## Results and discussion

CF₃(CH₂)₄CF₃ has no single most stable conformer at this level of theory. The all-anti chain (conformer 2) is lowest in GFN2-xTB energy, the helical all-gauche chain (4) is lowest in PBE0-D3(BJ) energy, and the chain with one gauche end (1) is lowest in free energy, only 0.10 kcal/mol below conformer 2. Conformer 1 leads because it can be formed in four equivalent ways, and that lead is smaller than the disagreement between the two energy methods. What holds on all three scales is that conformers 8 to 10 come last.

Conformers of CF₃(CH₂)₄CF₃, computed with PySCF 2.14.0 and tblite 0.8.0: PBE0-D3(BJ)/6-31G(d) energies at GFN2-xTB geometries, no solvent, at most ten conformers kept. Free energies and weights at 298.15 K include GFN2-xTB quasi-harmonic terms, symmetry numbers and mirror images. One conformer of each mirror pair is shown, and its weight covers both.

```csv
number,torsions in degrees,point group,mirror pair,GFN2-xTB energy above its lowest (kcal/mol),DFT energy above the lowest (kcal/mol),free energy above the lowest (kcal/mol),weight (%),dipole (D)
1,"(-178,175,70)",C1,yes,0.720,0.870,0.000,27.000,2.960
2,"(180,180,180)",C2h,no,0.000,0.360,0.100,22.800,0.010
3,"(176,68,175)",C2,yes,0.420,0.980,0.460,12.400,0.080
4,"(59,58,59)",C2,yes,0.560,0.000,0.520,11.200,0.820
5,"(60,60,168)",C1,yes,0.980,0.880,0.530,11.100,2.940
6,"(-70,180,69)",Ci,no,0.650,1.140,0.810,6.900,0.000
7,"(65,165,65)",C2,yes,1.040,1.170,1.050,4.600,2.880
8,"(173,92,-68)",C1,yes,1.750,2.240,1.700,1.500,3.150
9,"(178,69,-111)",C1,yes,1.690,2.320,1.710,1.500,2.300
10,"(66,-99,-81)",C1,yes,1.970,2.220,2.080,0.800,2.510
```

### Splitting the free energy

The three torsions are the end, central and other end bonds of the chain; values near 180° are anti (a), and values below 120° in size are counted as gauche (g⁺ or g⁻ by sign). The point group fixes the rotational symmetry number σ: 2 for C2 and C2h, which have a twofold axis, and 1 for C1 (no symmetry) and Ci (inversion centre only). A chiral conformer stands for itself and its mirror image, so m = 2 for a mirror pair and m = 1 otherwise. The number n = 2m/σ counts the equivalent torsion patterns: four for conformer 1 (either end, either sign), one for conformer 2, two for conformer 4.

Relative to conformer 2, each free energy is then ΔG = ΔE(DFT) − RT ln n + ΔG(th), where the thermal term ΔG(th) is the remainder and comes from GFN2-xTB vibrations and rotations. Nothing is fitted; the split for every row is in the output printed after the text. The free energies alone reproduce the weights, and with the mirror pairs counted they also give the mixing entropy of 4.81 cal/(mol K). This confirms the reading of those columns; it tests neither the split nor the accuracy of the energies.

### Conformer 1 against conformer 2

For conformer 1 the split reads +0.51 (energy) − 0.82 (counting, RT ln 4) + 0.21 (thermal) = −0.10 kcal/mol. Energy and thermal term both favour the all-anti chain, and counting alone turns the order. This gives a rule for a single gauche bond: it overtakes the anti chain only when RT ln n exceeds its cost. Conformer 3, gauche at the central bond, has n = 2, gains half as much from counting and stays above conformer 2.

The weight column needs the same care. The 27.0 % of conformer 1 covers two mirror images at 13.5 % each, so the all-anti chain at 22.8 % is the most populated single structure. With counting removed altogether, conformer 2 takes about 45 % of the sample.

n-Hexane is the simpler model: it has the same three torsions and the same counts, its all-anti form is lowest in energy, and each gauche bond costs roughly half a kilocalorie per mole (a rough recalled size). The analogy carries the counting, which is pure symmetry, and it matches the size of the single gauche costs found here, 0.51 at the end and 0.62 kcal/mol at the centre. What fails at conformer 4 is the picture of independent gauche penalties, which puts a chain with three gauche bonds far above the anti chain. That picture is only approximate in plain alkanes too, where neighbouring gauche bonds of the same sign cost less than their sum, so part of the effect may need no fluorine.

### Conformer 4

Adding the single gauche costs gives 2 × 0.51 + 0.62 = 1.64 kcal/mol above conformer 2, whereas the DFT energy lies below it. The coupling, meaning the energy minus that sum, is −2.00 kcal/mol. GFN2-xTB shows the same sign with a smaller size, so both methods find that the helix recovers much of what its gauche bonds cost.

A likely cause, untested here, is that two adjacent gauche bonds of the same sign fold a CF₃ group towards the CH₂ beside the other CF₃, whose hydrogens are made positive by the fluorines, with dispersion adding to the attraction. Conformer 5 has one such adjacent pair and conformer 4 has two, and in DFT their couplings are the two most negative (−0.61 and −2.00). The control rows limit this reading. Conformers 6 and 7 have no adjacent gauche pair and still show negative coupling, and in GFN2-xTB conformer 6 (−0.79) is more strongly coupled than conformer 5 (−0.16).

Conformer 4 falls to fourth place through its thermal term. Against conformer 1 it has an energy advantage of 0.87 kcal/mol, loses 0.41 in counting and 0.98 in the thermal term, and ends 0.52 higher. The numbers show a strict pattern: every conformer with three gauche bonds has a larger thermal term than any with two, and these exceed both with one. A stiffening of the softest modes, which would lower the vibrational entropy, does not explain it: in the GFN2-xTB frequencies the softest modes of conformers 1 and 6 lie below those of the all-anti chain, yet both have positive thermal terms (+0.21 and +0.34 kcal/mol). Softening by itself would lower ΔG(th), though the quasi-harmonic cut at 100 cm⁻¹ mutes it, so in these two the rise must come from the other vibrations, including their zero-point energy, or from rotation. Folding shrinks the two large moments of inertia but raises the smallest, so the sign of the rotational part is open, and how ΔG(th) divides among such parts is untested.

### How safe the order is

The two energy methods differ by 0.30 kcal/mol on average over the nine conformers measured from conformer 2, three times the lead of conformer 1. This is a spread between two approximate methods; neither is a reference for the other. The data makers' tests on other systems put the noise in relative energies at some hundredths of a kcal/mol; it was not measured in these runs. Noise of that size would leave conformers 3 to 5 unresolved in free energy (0.46 to 0.53), and likewise 8 and 9.

The largest disagreement, 0.92 kcal/mol, falls on conformer 4 and the next, 0.46, on conformer 5, the two rows with adjacent same-sign gauche bonds below the syn-pentane group. Small basis sets such as 6-31G(d) are known to overstabilise compact shapes, because atoms brought close borrow each other's basis functions. The DFT energies are also taken at GFN2-xTB geometries, which can strain the conformers unequally. The size of neither effect was tested, so the DFT minimum at conformer 4 is no secure evidence of a gauche preference.

The bottom of the list is firm among the ten conformers kept; the search found an eleventh, which was left out and carries less than 1 % of the weight in GFN2-xTB. Conformers 8 to 10 contain adjacent gauche bonds of opposite sign, the syn-pentane arrangement, in which the first and fifth groups of a five-carbon stretch collide and one torsion opens to between 92° and 111° to relieve the contact. They lie at least 0.65 kcal/mol above all others on each scale and hold 3.8 % of the weight together.

### What reverses it

Exchanging the energies is enough for the top pair: with GFN2-xTB energies and unchanged counting and thermal terms, conformer 2 leads conformer 1 by 0.11 kcal/mol, and conformer 4 drops from 11.2 % to 2.9 %. The opposite change comes from the thermal terms, since conformer 4 takes first place if they are scaled below 0.47 of their size. Those terms rest on soft GFN2-xTB modes treated quasi-harmonically, at minima that the search flagged as loose (a flag the data do not define), so they deserve no more trust than the energies.

Cooling shrinks the counting gain, which is proportional to T, and so favours conformer 2 over conformer 1. If the thermal term of conformer 1 is held fixed, the gain RT ln 4 must equal 0.51 + 0.21 = 0.72 kcal/mol; since it is 0.82 at 298.15 K, the crossing lies at 298.15 × 0.72/0.82 = 262 K.

If the thermal term is instead proportional to T, the same balance gives 249 K. The bracket looks narrow, but a shift of 0.05 kcal/mol in the energy gap moves the first figure by 18 K, and with GFN2-xTB energies conformer 2 already leads at room temperature. The estimate gives the direction reliably and the temperature only loosely.

A polar solvent should work the other way. Two anti end torsions make the C–CF₃ bonds antiparallel, so conformer 2 has almost no dipole (0.01 D), while conformer 1 has 2.96 D and conformer 4 has 0.82 D. A reaction field stabilises a solute roughly as the square of its dipole, which would widen the lead of conformer 1. This is argued from gas-phase dipoles, and it overstates the contrast to the extent that the two opposed CF₃ ends of conformer 2 are each solvated locally.

Printed output of the fit:

```
RT = 0.592, RT ln2 = 0.41, RT ln4 = 0.82 kcal/mol; table rounded to 0.01, derived terms good to about 0.02
lowest row: GFN2-xTB energy 2, DFT energy 4, free energy 1
Split of G against row 2 (kcal/mol); a anti, +/- gauche; n = equivalent rotamer states
row type n    dG = dE(DFT) + counting + thermal | DFT minus GFN2-xTB
  1 aa+  4 -0.10   +0.51     -0.82     +0.21  | -0.21
  2 aaa  1 +0.00   +0.00     -0.00     +0.00  | +0.00
  3 a+a  2 +0.36   +0.62     -0.41     +0.15  | +0.20
  4 +++  2 +0.42   -0.36     -0.41     +1.19  | -0.92
  5 ++a  4 +0.43   +0.52     -0.82     +0.73  | -0.46
  6 -a+  2 +0.71   +0.78     -0.41     +0.34  | +0.13
  7 +a+  2 +0.95   +0.81     -0.41     +0.55  | -0.23
  8 a+-  4 +1.60   +1.88     -0.82     +0.54  | +0.13
  9 a+-  4 +1.61   +1.96     -0.82     +0.47  | +0.27
 10 +--  4 +1.98   +1.86     -0.82     +0.94  | -0.11
mean thermal term for 0,1,2,3 gauche torsions: 0.00 0.18 0.53 1.07 kcal/mol
row 4 against row 1: energy -0.87, counting +0.41, thermal +0.98, total +0.52
DFT minus GFN2-xTB over nine rows: mean absolute 0.30, largest 0.92 kcal/mol
single gauche cost, end / centre: DFT 0.51 / 0.62, GFN2-xTB 0.72 / 0.42 kcal/mol
Coupling = energy minus sum of single gauche costs (kcal/mol): DFT, GFN2-xTB
  row 4 +++: -2.00, -1.30
  row 5 ++a: -0.61, -0.16
  row 6 -a+: -0.24, -0.79
  row 7 +a+: -0.21, -0.40
  row 8 a+-: +0.75, +0.61
  row 9 a+-: +0.83, +0.55
  row 10 +--: +0.22, +0.11
gap from rows 1-7 up to rows 8-10: GFN2-xTB 0.65, DFT 1.05, G 0.65; their weight 3.8 %
rows 7 minus 6: dipole 2.88 D, DFT +0.03, GFN2-xTB +0.39 kcal/mol
weights from G: largest deviation 0.05 points; mixing entropy 4.81 (run: 4.81) cal/(mol K)
row 1 per mirror image 13.5 %, row 2 22.8 %; weight ratio row 1 / row 2 = 1.18
gauche share: end torsions 44 %, centre 39 % (equal energies would give 67 %)
weight with dipole above 2 D: 46.5 %; root-mean-square dipole 2.02 D
Weights of rows 1-5 (%) and leading row under changed ingredients
  as computed            27.1  22.9  12.4  11.2  11.1  lead: row 1
  GFN2-xTB energies      22.8  27.4  20.9   2.9   6.1  lead: row 2
  no counting            13.3  44.9  12.2  11.0   5.4  lead: row 2
  thermal terms halved   22.5  15.9   9.8  21.4  14.3  lead: row 1
  no thermal terms       16.5   9.7   6.8  35.8  16.2  lead: row 4
  DFT energy only         9.1  21.4   7.5  39.3   8.9  lead: row 4
with GFN2-xTB energies, G above row 2: row 1 +0.11, row 3 +0.16, row 4 +1.34 kcal/mol
row 4 passes row 2 if thermal terms are scaled below 0.65, row 1 below 0.47
estimate, row 2 passes row 1 on cooling: 262 K (thermal term fixed), 249 K (proportional to T)
  a shift of 0.05 kcal/mol moves the first figure by 18 K
  row 4 passes row 2 below 138 K if proportional to T, not on cooling if fixed
```
